**Q:** These are the levels of one BiTe crystal at seven points of the Brillouin zone. At points 1 and 6 there are levels right at the Fermi energy. At the other five, more than 4 eV around it is empty. How can one crystal look like a metal in one row and an insulator in the next?

Levels of BiTe (2-atom cell, atoms displaced at random by about 0.05 Å) from OpenMX 3.8.5 with PBE, the OpenMX 2013 PBE pseudopotentials and the standard basis, without spin polarisation or spin–orbit coupling. The k mesh is 3×3×3, centred on Γ, with Fermi–Dirac occupations of width 0.05 eV. Level energies are counted from the Fermi energy.

```tsv
point a (reciprocal cell vector)	point b (reciprocal cell vector)	point c (reciprocal cell vector)	level point (row)	level under 4 (eV)	level under 3 (eV)	level under 2 (eV)	level under 1 (eV)	level over 1 (eV)	level over 2 (eV)
-0.3333	-0.3333	-0.3333	1	-2.239	-2.216	-1.891	-0.155	0.022	0.038
-0.3333	0.0000	-0.3333	2	-9.608	-4.264	-3.749	-3.716	2.532	2.592
-0.3333	0.3333	-0.3333	3	-10.937	-5.066	-3.179	-3.087	1.159	1.305
0.0000	-0.3333	-0.3333	4	-9.620	-4.254	-3.739	-3.730	2.554	2.659
0.0000	-0.3333	0.3333	5	-10.910	-5.081	-3.175	-3.079	1.179	1.275
0.0000	0.0000	-0.3333	6	-2.233	-2.202	-1.915	-0.150	0.007	0.025
0.0000	0.0000	0.0000	7	-8.099	-2.576	-2.556	-2.543	2.077	2.098
```

**A:** Each row is one wavevector, and only all of them together make a metal or an insulator. The calculation treats 31 electrons per cell, with the deeper shells contained in the pseudopotentials. They fill 15 bands and leave one electron for band 16. With spin switched off, an odd count always gives a metal. The wide empty stretches are therefore not band gaps; they show where the last electron does not go.

**Q:** Which column is band 16?

**A:** It changes column, because the heads count from the Fermi energy. At points 1 and 6 band 16 is "level under 1"; elsewhere it is "level over 1". Followed by its number, it lies at about −0.15 eV at points 1 and 6, 1.2 eV at 3 and 5, 2.1 eV at 7 and 2.5 eV at 2 and 4.

The crystal is a slightly distorted rock-salt lattice, so these groups have a meaning. Point 7 is the zone centre Γ. Points 1 and 6 lie on lines from Γ to L, points 2 and 4 on lines to X, and points 3 and 5 on lines to K. On this mesh the last electron sits at the points towards L.

**Q:** What is special about the direction to L?

**A:** At the points sampled on it the bonding is weak. By electron count, bands 13 to 18 are the six bands built from Te 5p and Bi 6p: a lower set of three that leans towards Te, and an upper set of three that leans towards Bi. Where the p orbitals of neighbouring atoms couple strongly, the lower set is pushed down and the upper set up. Where the coupling partly cancels, the two sets approach each other, and the upper one comes within reach of the last electron.

The wavevector decides how much cancels. Take a p orbital on Bi that points along x. Two Te neighbours meet it end-on, with coupling V, and four meet it sideways, with a weaker coupling P of opposite sign. Each pair of opposite neighbours counts with the cosine of the phase that the electron wave gains from one atom to the next, so the total is

T = 2V cos φx + 2P (cos φy + cos φz).

If the two p energies are taken as equal, a simplification, the levels lie 2|T| apart.

**Q:** Can you put the points into that formula?

**A:** At Γ all phases are zero, and the separation is 4V + 8P. At the points towards L all three phases are 60° in size, every cosine is one half, and so is the separation: 2V + 4P. None of the other points in the table weakens all three axes together.

Towards X only one phase changes, to 120°. The orbitals along the other two axes keep their full end-on coupling and lose part of the sideways coupling that opposed it, which leaves 4V + 2P. Towards K two phases are 120°. The end-on coupling of those two orbitals is halved, but the sideways coupling now helps instead of opposing, and the separation is 2V − 2P. T for these two orbitals has the opposite sign from Γ, so in the model it passes through zero between Γ and this point, where the mesh has no sample. The end-on orbital does the same on the way to X. Weak coupling is therefore not confined to the lines to L; what marks those lines is that all three orbitals weaken together.

**Q:** Does the calculation follow this?

**A:** Two relations can be tested without knowing V or P. I compare the two nearly equal levels of the lower set with the two of the upper set, averaging each pair. The separation is 4.64 eV at Γ and 2.25 eV towards L, a ratio of 2.07 where the model wants 2. That 2 rests on the equal p energies; with Te 5p below Bi 6p the model ratio falls under 2, so the closeness of the match may be partly luck.

The second relation estimates the points towards K from the others. Subtracting half the Γ value from the X value gives (4V + 2P) − (2V + 4P) = 2V − 2P, which is the K value. In numbers this is 6.32 − 4.64/2 = 4.00 eV. The calculation has 4.36 eV, so the estimate is 8% low, and the K points had no part in it.

**Q:** Do the sideways neighbours matter, or is that a refinement?

**A:** Within this model they matter. With end-on coupling alone the separation would be 2V both towards L and towards K, whereas the computed values differ by about a factor of two. A least-squares fit of V alone to all seven separations misses the K points by 1.4 eV. With P included, the largest miss is 0.17 eV, though the seven separations are only four distinct values by symmetry, fitted with two parameters.

**Q:** So the separation alone places the last electron?

**A:** Not alone. The midpoint between the two sets also moves, and it is lowest towards L. From there to Γ, band 16 rises by 2.2 eV. Half the growth in separation supplies 1.2 eV of this, and the midpoint another 0.9 eV. The small rest comes from a splitting of the upper levels at points 1 and 6, taken up next. Coupling between like atoms, Bi with Bi and Te with Te, can shift both sets together in this way, but I have not tested that cause.

**Q:** At points 1 and 6 the three upper levels are not equal. Band 16 lies a little below the other two.

**A:** There the model is too simple: it keeps all three together. Symmetry along the line to L allows one level to leave the other two, and band 16 lies 0.18 eV below its partners. In the lower set the single level lies 0.32 eV above its pair. The model also fails towards X, where it puts the single level of the lower set slightly above its pair and the calculation has it 0.5 eV below. The sharing of levels into pairs, which I read from their closeness, is therefore less certain in that direction.

**Q:** Is the last electron then in band 16?

**A:** Only a little over half of it, and on this mesh it could hardly be more. Band 16 is under the Fermi energy only at the points towards L, 8 of the 27 on the mesh, so it can hold at most 16/27 of an electron, and it is nearly full there. The rest has to go into bands 17 and 18, which pins the Fermi energy against them; with the smearing of 0.05 eV these "over" levels are partly filled. I would not trust this division. Spin–orbit coupling is left out, and for Bi 6p it is roughly 1 eV, far more than the spacing of the three levels. Even the lead of the points towards L over those towards K, 1.3 eV in band 16, is of that order.

**Q:** And the small differences between points 2 and 4?

**A:** Those come from the atoms, which are displaced slightly from their ideal sites. In perfect rock salt the two points would be equivalent; here their levels differ by up to 0.07 eV. The crystal is itself a model, since real BiTe is layered.

**Q:** What would change if I replaced Bi by Pb?

**A:** PbTe has the same lattice and one electron fewer, so the lower p set is full and the upper one empty. The same cancellation then shows up as a narrow gap. At L itself every phase is 90° and T vanishes, so only effects outside this model hold the two sets apart, and L is indeed where PbTe has its gap. On this mesh BiTe puts its extra electron into the valley that is empty in PbTe. The mesh used here stops two thirds of the way to L, so it does not reach the point where the coupling of all three orbitals cancels, and it also misses the places on the lines to K and X where it cancels for some of them. The Fermi energy and the shape of the filled valley are therefore only roughly sampled.
